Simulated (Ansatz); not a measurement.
# HgC2S2N2 (C2/m): starting gap and G0W0 gap against the fraction of exact exchange in a PBE hybrid

HgC2S2N2 is mercury(II) thiocyanate, a molecular solid in which mercury binds to the sulfur ends of two thiocyanate groups. The members are this one compound in one fixed structure, calculated from different starting functionals. Problem: find how far the starting gap and the one-shot G0W0 gap move as the fraction α of exact exchange rises from zero, the PBE start. The answer matters wherever a calculated gap is used to judge optical transparency or band alignment, because a one-shot result keeps some memory of its start. Both gaps are differences between the lowest empty and the highest occupied level on the same mesh, and the correction is the G0W0 gap less the starting gap. No measured gap is shown in the table.

## Computational details

Structures are cells described as 'measured cell, ions relaxed with PBE'. Ansatz 0.2.0, plane waves with PAW (wavefunction cutoff 420 eV), no spin polarisation. One-shot G0W0 by contour deformation on a 4×4×2 mesh with 612 bands and a screening cutoff of 150 eV, short of the basis limit, all fixed; only the start changes: a global hybrid of PBE with a fraction α of exact exchange, self-consistent. All ran on one NVIDIA H100 80GB HBM3 (shared by 6 runs), shared with other work, so times are rough. The PAW files of Ansatz are those of its set soft_1.

Notes on method and selection:

- The G0W0 steps are scalar-relativistic: spin-orbit coupling is not in them.
- The program flags the k mesh as coarse for exact exchange in the starts with α from 0.35 to 0.75, but not in the one with α = 0.1; the PBE start has no exact exchange.
- Runs that did not converge, have known faults or may not be shown are not listed, and runs on Ansatz's PAW sets soft_1 and soft_2 are kept to separate tables.

Columns:

- α: fraction α of exact exchange in the start (0 is PBE).
- RPA ε∞: RPA ε∞ of the start on the mesh (harmonic mean).
- Z valence: renormalisation factor Z at the valence edge.
- G0W0 gap (eV): G0W0 gap on the mesh.
- start gap (eV): gap of the starting calculation on the same mesh.
- correction (eV): G0W0 gap less start gap.
- time (s): wall time of the whole run.

Input lines of one member:

```
kpoints:
  mp_grid: { grid: [4, 4, 2] }
hamiltonian:
  xc: pbe
  pseudopotentials: { kind: paw, azcp: { folder: soft_1 } }
scf:
  occupations: { method: fixed }
gw:
  n_empty_bands: 587
  ecut_chi: 150.0
  qp_bands: [v2, c2]
  qp_kpoints: band_edges
  screening: { model: contour_deformation }
```

Command (options for logging and memory left out): `ansatz run input.yaml --threads 2 --backend cuda --devices 1 --max-vram 13GiB`

## The series

| member | α | RPA ε∞ | Z valence | G0W0 gap (eV) | start gap (eV) | correction (eV) | time (s) |
| --- | --- | --- | --- | --- | --- | --- | --- |
| α = 0 | 0.00 | 3.38 | 0.753 | 4.02 | 2.21 | 1.81 | 34 |
| α = 0.1 | 0.10 | ? | ? | ? | ? | ? | 90 |
| α = 0.35 | 0.35 | 2.63 | 0.822 | 5.15 | 4.89 | 0.26 | 130 |
| α = 0.4 | 0.40 | 2.55 | 0.829 | 5.28 | 5.29 | −0.01 | 130 |
| α = 0.6 | 0.60 | 2.32 | 0.854 | 5.76 | 6.92 | −1.15 | 100 |
| α = 0.75 | 0.75 | 2.19 | 0.869 | 6.08 | 8.17 | −2.08 | 110 |

Cells marked ? are withheld until the estimate has been made.

## What drives the series

Both gaps rise with α in every step between the members shown, but at very different rates. From α = 0 to 0.75 the starting gap gains 8.17 − 2.21 = 5.96 eV and the G0W0 gap 6.08 − 4.02 = 2.06 eV. The G0W0 step therefore passes on 2.06 / 5.96 = 0.35 of the change in the start.

The starting gap responds strongly because exact exchange acts unscreened, lowering occupied levels relative to empty ones in proportion to α. G0W0 removes the exchange-correlation potential of the start and puts a self-energy in its place, so this direct effect drops out. What remains enters through the starting orbitals and energies, above all through the screening. A wider starting gap makes the electrons harder to polarise, and RPA ε∞ falls from 3.38 to 2.19. The screened interaction is then stronger, which widens the G0W0 gap.

The same mechanism would also explain the flattening of the G0W0 curve. Per unit of α, ε∞ falls by (3.38 − 2.63) / 0.35 = 2.1 between the first two members shown and by (2.32 − 2.19) / 0.15 = 0.9 between the last two. The slope of the G0W0 gap drops alongside it, from 1.13 / 0.35 = 3.2 eV to 0.32 / 0.15 = 2.1 eV per unit of α.

The correction changes sign close to α = 0.4, where it is −0.01 eV. There 1 / ε∞ = 1 / 2.55 = 0.39, nearly equal to α: the hybrid then carries about the share of exchange that long-range screening would leave. This agreement marks a start consistent with its own G0W0 gap, not one shown to match experiment. Spin-orbit coupling, which can matter with mercury present, is absent from every row, so its effect should largely cancel in the slopes. The k mesh is flagged as coarse for exact exchange from α = 0.35 upwards; an error from this would grow with α and so enter the slope of the starting gap as well as its size.

## Estimating the withheld member

Plain estimates from the members shown:

- α = 0.1, straight-line interpolation between α = 0 and α = 0.35: w = (0.10 − 0.00) / (0.35 − 0.00) = 0.286, so 4.02 + 0.286 × (5.15 − 4.02) = 4.34 eV

The straight line between α = 0 and 0.35 gives 4.34 eV. It should be slightly low, because the G0W0 gap bends downwards with α and a chord lies below such a curve. The band edges stay at the same k points in every row, so no kink from a change of edge is expected.

A parabola through α = 0, 0.35 and 0.6 supplies the missing curvature. Its two slopes are (5.15 − 4.02) / 0.35 = 3.23 and (5.76 − 5.15) / (0.60 − 0.35) = 2.44 eV per unit of α, and its quadratic coefficient is (2.44 − 3.23) / 0.60 = −1.32 eV. The shift from the straight line is −1.32 × 0.10 × (0.10 − 0.35) = +0.03 eV, which gives 4.02 + 0.10 × 3.23 + 0.03 = 4.37 eV, or 4.38 eV when the shift is kept as 0.033.

The two members left out of the parabola test it. At α = 0.4 it gives 4.02 + 0.40 × 3.23 − 1.32 × 0.40 × 0.05 = 5.29 eV against 5.28 eV in the table, and at α = 0.75, outside its range, 4.02 + 0.75 × 3.23 − 1.32 × 0.75 × 0.40 = 6.05 eV against 6.08 eV. The larger miss, 0.03 eV, is taken as the standard deviation, since no member shown lies between 0 and 0.35 to test the curvature there.

**Committed estimate, α = 0.1: G0W0 gap = 4.38 ± 0.03 eV.**

## Check

| member | α | RPA ε∞ | Z valence | G0W0 gap (eV) | start gap (eV) | correction (eV) | time (s) |
| --- | --- | --- | --- | --- | --- | --- | --- |
| α = 0.1 | 0.10 | 3.10 | 0.777 | 4.38 | 2.95 | 1.43 | 90 |

| member | estimate | G0W0 gap (eV) | computed | estimate − computed | miss in error bars |
| --- | --- | --- | --- | --- | --- |
| α = 0.1 | committed | 4.38 | 4.38 | 0.00 | 0.0 |
| α = 0.1 | interpolation | 4.34 | 4.38 | −0.04 |  |

The estimate of 4.38 eV agrees with the computed 4.38 eV to the printed digits, well inside its error bar of 0.03 eV. The straight line gave 4.34 eV, 0.04 eV too low, which is the side expected for a curve that bends downwards.

The curvature argument held: the G0W0 gap rises by (4.38 − 4.02) / 0.10 = 3.6 eV per unit of α up to α = 0.1, and by (5.15 − 4.38) / (0.35 − 0.10) = 3.1 eV per unit of α from there to 0.35. The estimate needed only this bend, not its cause, and the correction to the straight line was small.

The cause given before the estimate does not hold as stated. The direct effect of exact exchange does not drop out entirely, because the self-energy depends on energy and is built on the starting levels. To first order the correction is Z times the change found with the self-energy taken at those levels, so the starting gap keeps a weight of 1 − Z: 1 − 0.753 = 0.25 at α = 0 and 1 − 0.869 = 0.13 at α = 0.75. Dividing the correction by Z removes this memory. With the valence Z used for both edges, the gap is then 2.21 + 1.81 / 0.753 = 4.61 eV at α = 0 and 8.17 − 2.08 / 0.869 = 5.78 eV at α = 0.75. The rise without the memory is 5.78 − 4.61 = 1.17 eV. The remaining 2.06 − 1.17 = 0.89 eV comes from the starting gap kept in the result, a share of 0.89 / 2.06 = 0.43.

The flattening is mostly of this second kind too. Without the memory the gap is 4.89 + 0.26 / 0.822 = 5.21 eV at α = 0.35 and 6.92 − 1.15 / 0.854 = 5.57 eV at α = 0.6. Its slope falls only from (5.21 − 4.61) / 0.35 = 1.7 eV to (5.78 − 5.57) / 0.15 = 1.4 eV per unit of α, whereas that of the G0W0 gap falls from 3.2 to 2.1 eV. The split is approximate, since Z differs between the two edges and itself changes with the screening.

The new row is consistent with screening as one of the causes, though a correlation along one varied parameter can't isolate it. A line in 1 / ε∞ through the two end members has the slope (6.08 − 4.02) / (1 / 2.19 − 1 / 3.38) = 12.8 eV. At α = 0.1 it gives 4.02 + 12.8 × (1 / 3.10 − 1 / 3.38) = 4.36 eV, and it misses none of the four inner members by more than 0.05 eV. A line in α through the same ends misses by up to 0.17 eV. The gap is thus closer to a straight line in 1 / ε∞ than to one in α. This does not make screening the main route, because the starting gap and Z change along the same series.

## Residuals

No member stands out. The largest departure from a straight line in α drawn through the end members is at α = 0.35, where the line gives 4.02 + 0.35 × 2.06 / 0.75 = 4.98 eV and the G0W0 gap lies 5.15 − 4.98 = 0.17 eV above it. The other inner members also lie above that line, so this is the smooth bend of the whole series and not a fault of one run.

## Cost against accuracy

The run from PBE took 34 s and those from hybrids 90 to 130 s, at least 90 / 34 = 2.6 times as long. The exact-exchange operator adds work to the self-consistent start, but these single timings can't show how much of the difference it causes. Runs outside this series, started from PBE with a Hubbard U on the mercury d shell and with the same G0W0 settings, differ among themselves by nearly as large a factor. The differences among the hybrids are also within what a shared machine can cause.

A hybrid start can be matched to its own G0W0 gap: at α = 0.4 the correction is −0.01 eV, against 1.81 eV from PBE. It also moves the G0W0 gap up by 5.28 − 4.02 = 1.26 eV. With no measured gap in the table, this is a gain in consistency, not a demonstrated gain in accuracy.

## Conclusions and limits

For this compound, between α = 0 and 0.75, more exact exchange widens both gaps, and the G0W0 gap moves about a third as far as the starting gap. Weaker screening is only part of the reason: by the estimate with Z, roughly two fifths of the movement is the starting gap itself, carried into the one-shot result. A parabola through three members reproduces the other three within 0.03 eV, so a further fraction inside this range can be estimated about that well at the same settings.

In photon wavelength, λ = 1240 eV nm / gap, the G0W0 gap runs from 1240 / 4.02 = 308 nm with the PBE start to 1240 / 6.08 = 204 nm at α = 0.75. A quoted one-shot gap therefore means little without its start. These wavelengths are not predicted absorption edges: the gap is indirect in every row, and electron–hole attraction, left out here, lowers the onset of absorption.

[Logs are printed without paths, hosts, clocks, repeated set-up lines and the standing remarks that a program may print on its own settings, such as how far it seeks lower states.]
